The coherent X-ray scattering factor $f$ of an atom or ion is the Fourier transform of its electron density, counted in electrons. For a spherical density $\rho(r)$,

$$f=\int_0^\infty 4\pi r^2\rho(r)\,\frac{\sin qr}{qr}\,dr ,\qquad q=4\pi s,\qquad s=\frac{\sin\theta}{\lambda},$$

with $\theta$ half the scattering angle and $\lambda$ the wavelength. In atomic units $q\,[\text{bohr}^{-1}]=6.650\,s\,[\text{Å}^{-1}]$. The densities here are non-relativistic Hartree-Fock densities of Cl⁵⁺, Ar⁶⁺ and K⁷⁺. Each ion has the closed-shell configuration [Ne] 3s², a single state with twelve electrons, so $f(0)=12$ for all three and the columns differ only through the size of the density. The values carry no anomalous dispersion and so apply away from absorption edges.

Coherent X-ray scattering factors f of the spherical electron densities of Cl⁵⁺, Ar⁶⁺ and K⁷⁺ ([Ne] 3s²), without anomalous dispersion. Computed with B-spline radial code 1 at the non-relativistic Hartree-Fock level (average of configuration, point nucleus, basis-set limit).

| sin θ/λ (Å⁻¹) | f, Cl5+ (electrons) | f, Ar6+ (electrons) | f, K7+ (electrons) | f(K7+) − f(Cl5+) (electrons) |
| --- | --- | --- | --- | --- |
| 0.1 | 11.601 | 11.666 | 11.716 | 0.115 |
| 0.2 | 10.607 | 10.805 | 10.965 | 0.358 |
| 0.3 | 9.426 | 9.722 | 9.978 | 0.551 |
| 0.4 | 8.342 | 8.671 | 8.973 | 0.631 |
| 0.6 | 6.612 | 6.957 | 7.275 | 0.663 |
| 0.8 | 5.171 | 5.566 | 5.921 | 0.751 |
| 1.0 | 3.946 | 4.355 | 4.739 | 0.793 |
| 1.4 | 2.362 | 2.645 | 2.948 | 0.587 |
| 1.8 | 1.665 | 1.811 | 1.981 | 0.316 |
| 2.5 | 1.235 | 1.293 | 1.354 | 0.119 |
| 4.0 | 0.770 | 0.834 | 0.892 | 0.122 |
| 6.0 | 0.363 | 0.414 | 0.466 | 0.104 |

**The rule.** The density is a sum over shells and so is $f=\sum N\,g$, with $N$ the number of electrons in a shell and $g$ the average of $\sin qr/qr$ over one of them. A Slater orbital of principal number $n$ has the radial distribution $r^{2n}e^{-2\zeta r}$, with $\zeta=Z^*/n$ and $Z^*=Z-\sigma$ the nuclear charge $Z$ less a screening $\sigma$. Since $\int r^{2n-1}e^{-2\zeta r}\sin qr\,dr=(2n-1)!\,\mathrm{Im}\,(2\zeta-iq)^{-2n}$, normalisation gives

$$g_n=\frac{\mathrm{Im}\,(1+ix)^{2n}}{2n\,x\,(1+x^2)^{2n}},\qquad x=\frac{nq}{2Z^*},$$

$$g_{1s}=\frac{1}{(1+x^2)^2},\qquad g_{2p}=\frac{1-x^2}{(1+x^2)^4},\qquad g_{3s}=\frac{1-\tfrac{10}{3}x^2+x^4}{(1+x^2)^6}.$$

The first two are exact for hydrogenic 1s and spherically averaged 2p; the third ignores the two radial nodes of 3s. For 2s the node is cheap to keep. The hydrogenic distribution $r^2(1-Z^*r/2)^2e^{-Z^*r}$ expands into three Slater terms with $n=1,\tfrac32,2$ and weights $1,-3,3$, all with $x=q/Z^*$, and these add up to

$$g_{2s}=\frac{(1-x^2)(1-2x^2)}{(1+x^2)^4}.$$

Slater's rules supply three screenings: $0.30$ for 1s, $2(0.85)+7(0.35)=4.15$ for 2p and $2(1)+8(0.85)+0.35=9.15$ for 3s. The 2s orbital with its node needs its own value, because a hydrogenic 2s has $\langle r\rangle=6/Z^*$ against $5/Z^*$ for the nodeless shape. The Hartree-Fock radii give $Z-6/\langle r\rangle=3.33$ for all three ions, and the rule uses 3.3. This number is borrowed from the same calculation, so agreement in the size of 2s is built in; nothing, however, is adjusted to $f$. This is rule B of the printed analysis after the text. Rule A there is plain Slater screening with the nodeless form for all eight L electrons. Model C keeps the forms of B and fits the four screenings to the relative errors of all 36 values.

Each $g$ falls from 1 and is small once $x$ passes about 1, sooner for the higher powers of $1+x^2$. Since $x\propto n/Z^*$, the 3s pair drops out first, then the eight L electrons, and the 1s pair last. The table follows that order.

**From $s=0.1$ to $0.3$: the 3s pair fades.** For small $q$, $\sin qr/qr\approx1-q^2r^2/6$, hence $f\approx12-q^2\Sigma\langle r^2\rangle/6$, where $\Sigma\langle r^2\rangle$ is the sum of mean square radii over all electrons. For Cl⁵⁺ at $s=0.1$ this is $12-0.665^2\times5.684/6=11.581$, against 11.601 in the table. The orbital moments of the calculation show who is responsible for the ordering of the columns. One 3s electron has $\langle r^2\rangle=1.999$ bohr² in Cl⁵⁺ and 1.365 bohr² in K⁷⁺, so the pair supplies $2\times0.634=1.27$ of the fall $5.684-3.981=1.70$, three quarters of it.

The expansion is the quickest estimate and has the shortest range. It lies below the table because the first neglected term, $+q^4\Sigma\langle r^4\rangle/120$, is positive. Its 3s part reaches zero where $q^2\langle r^2\rangle/6=1$, which for Cl⁵⁺ is $q=\sqrt{6/1.999}=1.73$, or $s=0.26$, and runs negative without bound beyond. Relative to the table the error for Cl⁵⁺ is −2.7 % at $s=0.2$ and −36.5 % at 0.4; the more compact K⁷⁺ is off by about half as much. Rule B stays within 1.1 % from $s=0.1$ to 0.3.

A weakness of the rule is already visible. Its $\Sigma\langle r^2\rangle$ is 0.6 % low for Cl⁵⁺ and 5.3 % low for K⁷⁺. The close figure for Cl⁵⁺ is partly a cancellation: the rule's 3s is slightly large ($126/7.85^2=2.04$ against 1.999) and its 2p small ($30/12.85^2=0.182$ against 0.201). The drift with $Z$ comes largely from 3s, for which the screening implied by the nodeless $\langle r\rangle=10.5/Z^*$ climbs from 9.09 to 9.43. Theory argues why. As $Z$ grows at fixed electron number the orbital tends to the hydrogenic 3s with $\langle r\rangle=13.5/Z^*$, and a nodeless shape can imitate that only with a screening that keeps rising. Read with the hydrogenic coefficient, the same radii give $17-13.5/1.328=6.8$ and $19-13.5/1.098=6.7$, which drift less. For heavier members of the sequence a fixed 9.15 should therefore make 3s increasingly too small and $f$ too high at small $s$. This is also the stretch where the missing correlation would show, since the well-known mixing of 3s² with 3p² in such ions reshapes the valence density; the rule is judged against Hartree-Fock only.

**At $s=0.4$ and $0.6$: the handover, and a worked row.** For Cl⁵⁺ at $s=0.4$, $q=2.660$ bohr⁻¹.

- 1s: $Z^*=16.70$, $x=2.660/33.4$, $x^2=0.0063$, $g=1/1.0063^2=0.987$, two electrons give 1.975.
- 2s: $Z^*=13.70$, $x^2=(2.660/13.70)^2=0.0377$, $g=0.9623\times0.9246/1.0377^4=0.767$, two electrons give 1.535.
- 2p: $Z^*=12.85$, $x^2=0.0428$, $g=0.9572/1.0428^4=0.809$, six electrons give 4.856.
- 3s: $Z^*=7.85$, $x=3\times2.660/15.70$, $x^2=0.2583$, $g=(1-0.861+0.067)/1.2583^6=0.052$, two electrons give 0.104.

The sum is 8.47 against 8.342, 1.5 % high, in a row that took no part in any adjustment of rule B. The 3s pair is nearly gone while 1s is almost untouched.

The last column, $f(\mathrm{K}^{7+})-f(\mathrm{Cl}^{5+})$, slows here: it gains 0.080 from $s=0.3$ to 0.4 and only 0.032 over the twice longer step to 0.6. The rule reproduces the shoulder and offers a reading of it. Since $g$ depends on $Z^*$ only through $x$, raising $Z$ by $\Delta Z$ changes a shell's share by

$$\Delta f\approx\frac{N\,\Delta Z}{Z^*}\left(-x\,\frac{dg}{dx}\right).$$

A shell gives contrast where its $g$ is steep on a logarithmic scale, and none where it is still full or already empty. In the model the 3s share of the difference is largest at $s=0.3$ (0.350) and has shrunk to 0.048 at 0.6, while the 2p share grows to 0.461. The shoulder is the overlap of a falling and a rising hump. The split into shells belongs to the model; the table confirms only its sum, here to within 0.03 electron.

Rule B is 1.5 to 1.8 % high in these two rows. At such $q$ the L shell is still sensed through its outer part, and the Hartree-Fock $\langle r\rangle$ of 2p implies a screening near 4.6, more than Slater's 4.15. A 2p that is too compact scatters too strongly, which has the right sign. It is not the only source: in K⁷⁺ the rule's 3s is too small as well ($126/9.85^2=1.30$ against 1.365 bohr²) and pushes the same way while the pair has not yet faded.

**From $s=0.8$ to $1.8$: the L shell.** Here $f$ drops from five or six electrons to less than two, and the difference column passes its largest entry, 0.793 at $s=1.0$. Position and height follow from the contrast formula. For 2p, with $u=x^2$, $-x\,dg/dx=2u(5-3u)/(1+u)^5$, which peaks near $u=0.21$ at $0.42\times4.37/1.21^5=0.71$. With the mean $Z^*=13.85$, that of Ar⁶⁺, the peak lies at $q=13.85\sqrt{0.21}=6.3$, or $s\approx0.95$, and its height is $6\times2/13.85\times0.71=0.61$. The 2s pair adds about 0.2 in the model, where 1s and 3s also nearly cancel at 0.03 each, though the nodeless 3s is not to be trusted at this $q$. The orbital radii support the assignment, with $\langle r\rangle$ of 2p contracting from 0.403 to 0.347 bohr.

The formula also tells how the steps along the sequence run. Each hump moves to larger $s$ in proportion to $Z^*$ and sinks as $1/Z^*$. Up to the peak the step from Ar⁶⁺ to K⁷⁺ should be the smaller one, and on the far flank the larger. The table agrees: at $s=1.0$ the steps are $4.355-3.946=0.409$ and $4.739-4.355=0.384$, at $s=1.8$ they are $1.811-1.665=0.146$ and $1.981-1.811=0.170$. The next ion of the sequence should continue both patterns.

This stretch holds the worst rows of rule B. Its error changes sign between $s=0.8$ and 1.0 and lies between −3.3 and −4.0 % at 1.4 and 1.8. Rule A is in fact closer at $s=1.8$ for all three ions and at 1.4 for Cl⁵⁺ and Ar⁶⁺, because its error is on its way from positive to negative there. Two shape defects of B are visible in the orbital moments. The 2p orbital asks for a screening of 4.6 by $\langle r\rangle$ and 4.13 by $\langle1/r\rangle$, so it is broader than any single exponential, as expected when the screening felt by an electron grows outward. And the 3s orbital of Cl⁵⁺ has $\langle1/r\rangle=1.031$ bohr⁻¹ where the nodeless form gives $7.85/9=0.87$, the mark of inner lobes that overlap the L shell and go on scattering after the outer lobe has faded. Both defects have the sign of the deficit, but the moments do not fix their shares, and the hydrogenic shape of 2s is a third candidate.

**From $s=2.5$ to $6.0$: the 1s pair and the node.** For K⁷⁺ at $s=2.5$, $q=16.625$ bohr⁻¹. The 1s term has $x^2=(16.625/37.4)^2=0.1976$ and gives $2/1.1976^2=1.394$. Both L terms are past $x=1$: 2s, with $x^2=1.121$, gives $+0.015$, and 2p, with $x^2=1.253$, gives $-0.059$, negative because the part of the model's 2p density where $\sin qr<0$ now narrowly outweighs the rest in the average; such small remainders depend on the assumed shapes and need not match the Hartree-Fock shells in size or, for 2s, in sign. The 3s term is nil. The sum, 1.35, meets the table's 1.354 to about 0.2 %. That closeness is luck, as the error crosses zero near this row; Cl⁵⁺ in the same row is 1.6 % high, and all three ions are about 3 % high at $s=4.0$. Part of that excess has a visible source: $\langle1/r\rangle$ of 1s implies a screening of 0.44 to 0.45, more than Slater's 0.30, so the rule's 1s pair is slightly too compact.

The node earns its place here. At large $x$ the nodeless L form dies as $-1/x^6$, while $g_{2s}$ turns positive again and decays as $2/x^4$, the same power as 1s. The reason is that every s orbital has a finite density and a cusp at the nucleus, which the nodeless form omits; in 2s the node required by orthogonality to 1s sets this part off as an inner lobe, and that lobe scatters like a small piece of 1s density. The calculation puts the total density at the nucleus 9 to 10 % above that of the 1s pair. Rule A lacks this piece and is 8.0 to 8.5 % low at $s=6.0$; rule B is 0.6 to 1.2 % high. The non-relativistic Hamiltonian limits what that last figure means for a real ion: the mean radius of a Dirac 1s orbital shrinks by about $(Z\alpha)^2/3$, with $\alpha$ the fine-structure constant, and since $g_{1s}$ is steep here this would raise $f$ by an amount of order $(Z\alpha)^2$, a percent or two.

The difference column is nearly flat, at 0.119, 0.122 and 0.104. The 1s contrast function $4u/(1+u)^3$ has a broad maximum of 0.59 at $u=\tfrac12$, which for $Z^*=17.7$ means $q=2\times17.7\times0.707=25$, $s\approx3.8$, and a height of $2\times2/17.7\times0.59=0.13$. The plateau is thus argued to be the 1s hump rising as the L hump dies. The model overdraws the dip between them: it gives 0.096 at $s=2.5$, low by 0.023 or about a fifth of the entry, whereas the table's rise to the next row is only three units of the last digit. The dip's depth rests on small lobes of $g_{2s}$ and $g_{2p}$ that the rule does not get right, and no cause is attached to that rise.

The exact large-$q$ law, $f\to16\pi Z\rho(0)/q^4$ with $\rho(0)$ the density at the nucleus, is of no use within the table: at $s=6.0$ it exceeds the entries by factors of 3.0 to 3.7. It replaces $(1+x^2)^2$ by $x^4$, and for the 1s pair of Cl⁵⁺ $x^2=(39.9/33.4)^2=1.43$, so the overshoot is about $(1+1/1.43)^2=2.9$.

Over all 36 values rule B has an rms error of 1.9 % relative to the table and a worst case of −4.0 %, against 4.1 % and −8.5 % for rule A; rounding of the entries amounts to 0.14 % at most, so these misfits are real. Fitting the screenings lowers the rms only to 1.2 %, and returns 4.28 for 2s and 3.67 for 2p, the reverse of the order that the radii give. The fitted constants trade against each other and carry no meaning, and the remaining error lies in the shapes.

In practice, for a [Ne] 3s² ion near these three: take $q=6.65\,s$, subtract 0.30, 3.3, 4.15 and 9.15 from $Z$, add the four terms, and expect the Hartree-Fock value within 2 % up to $s=1.0$ Å⁻¹ and to about 4 % from there to 6.0 Å⁻¹, judging by the tabulated points. Another configuration needs its screenings counted afresh, and the value for 2s checked against a radius.

Output of the analysis:

```
q[1/bohr]=6.650*s[1/A]; rounding 0.0005 e = 0.004-0.14% of f
sigma implied by HF radii: 1s(1/r) 2s(r) 2p(r) 2p(1/r) 3s(r,nodeless) | sum r2 B, HF, %
Cl: 0.44 3.33 4.60 4.13 9.09 | 5.649 5.684 -0.6
Ar: 0.44 3.33 4.58 4.13 9.26 | 4.564 4.714 -3.2
K: 0.45 3.33 4.57 4.12 9.43 | 3.772 3.981 -5.3
s | f_B Cl Ar K [e] | err% B Cl Ar K | err% A Cl Ar K | err% C Cl K
0.1 | 11.605 11.677 11.731 | +0.0 +0.1 +0.1 | +0.1 +0.1 +0.2 | -0.3 -0.1
0.2 | 10.638 10.851 11.021 | +0.3 +0.4 +0.5 | +0.5 +0.6 +0.7 | -0.7 -0.1
0.3 | 9.508 9.817 10.085 | +0.9 +1.0 +1.1 | +1.4 +1.5 +1.5 | -0.3 +0.1
0.4 | 8.469 8.806 9.119 | +1.5 +1.6 +1.6 | +2.5 +2.4 +2.4 | +0.8 +0.7
0.6 | 6.717 7.073 7.407 | +1.6 +1.7 +1.8 | +3.9 +3.7 +3.7 | +2.0 +1.6
0.8 | 5.180 5.587 5.958 | +0.2 +0.4 +0.6 | +4.1 +4.0 +3.9 | +1.1 +1.1
1.0 | 3.887 4.302 4.693 | -1.5 -1.2 -1.0 | +4.1 +4.0 +3.8 | -0.0 +0.0
1.4 | 2.267 2.550 2.851 | -4.0 -3.6 -3.3 | +2.7 +3.4 +3.7 | -1.1 -1.3
1.8 | 1.610 1.745 1.908 | -3.3 -3.6 -3.7 | -0.4 +1.0 +2.2 | -0.1 -0.9
2.5 | 1.255 1.300 1.351 | +1.6 +0.6 -0.2 | -4.5 -3.8 -2.8 | +2.6 +1.7
4.0 | 0.794 0.859 0.919 | +3.1 +3.0 +3.0 | -7.1 -7.4 -7.4 | +1.1 +1.7
6.0 | 0.365 0.418 0.471 | +0.6 +0.9 +1.2 | -8.0 -8.2 -8.5 | -2.0 -1.1
A sigma [0.3  4.15 4.15 9.15] rms 4.10% worst -8.5% (K s=6.0) max abs 0.268 e
B sigma [0.3  3.3  4.15 9.15] rms 1.93% worst -4.0% (Cl s=1.4) max abs 0.146 e
C sigma [0.36 4.28 3.67 9.74] rms 1.16% worst +2.6% (Cl s=2.5) max abs 0.130 e
Cl 12-q2R2/6, s=0.1-0.4: [11.581 10.324  8.23   5.297] err% [ -0.2  -2.7 -12.7 -36.5]
K 12-q2R2/6, s=0.1-0.4: [11.707 10.826  9.359  7.305] err% [ -0.1  -1.3  -6.2 -18.6]
worked Cl s=0.4: q=2.660 sum=8.469 table=8.342 A=8.553
  1s Z*=16.70 x2=0.0063 f1=0.9874 Nf=1.975; 2s Z*=13.70 x2=0.0377 f1=0.7673 Nf=1.535
  2p Z*=12.85 x2=0.0428 f1=0.8093 Nf=4.856; 3s Z*=7.85 x2=0.2583 f1=0.0518 Nf=0.104
worked K s=2.5: q=16.625 sum=1.351 table=1.354 A=1.316
  1s Z*=18.70 x2=0.1976 f1=0.6972 Nf=1.394; 2s Z*=15.70 x2=1.1213 f1=0.0074 Nf=0.015
  2p Z*=14.85 x2=1.2533 f1=-0.0098 Nf=-0.059; 3s Z*=9.85 x2=6.4093 f1=0.0001 Nf=0.000
s | diff K-Cl table, B, B-table [e] | B parts 1s 2s 2p 3s
0.1 | 0.115 0.126 +0.011 | +0.000 +0.008 +0.020 +0.098
0.2 | 0.358 0.383 +0.025 | +0.001 +0.030 +0.077 +0.275
0.3 | 0.551 0.577 +0.026 | +0.003 +0.062 +0.162 +0.350
0.4 | 0.631 0.650 +0.019 | +0.005 +0.100 +0.263 +0.282
0.6 | 0.663 0.691 +0.028 | +0.011 +0.171 +0.461 +0.048
0.8 | 0.751 0.778 +0.027 | +0.019 +0.207 +0.586 -0.034
1.0 | 0.793 0.806 +0.013 | +0.029 +0.197 +0.609 -0.028
1.4 | 0.587 0.584 -0.003 | +0.051 +0.097 +0.440 -0.005
1.8 | 0.316 0.297 -0.019 | +0.075 +0.004 +0.219 -0.000
2.5 | 0.119 0.096 -0.023 | +0.110 -0.034 +0.020 +0.000
4.0 | 0.122 0.125 +0.003 | +0.133 +0.009 -0.017 +0.000
6.0 | 0.104 0.106 +0.002 | +0.098 +0.012 -0.004 +0.000
rho(0) total / 1s pair: [1.09  1.093 1.097]
cusp tail 16piZrho0/q4 over table f at s=6: [3.   3.33 3.69]
```
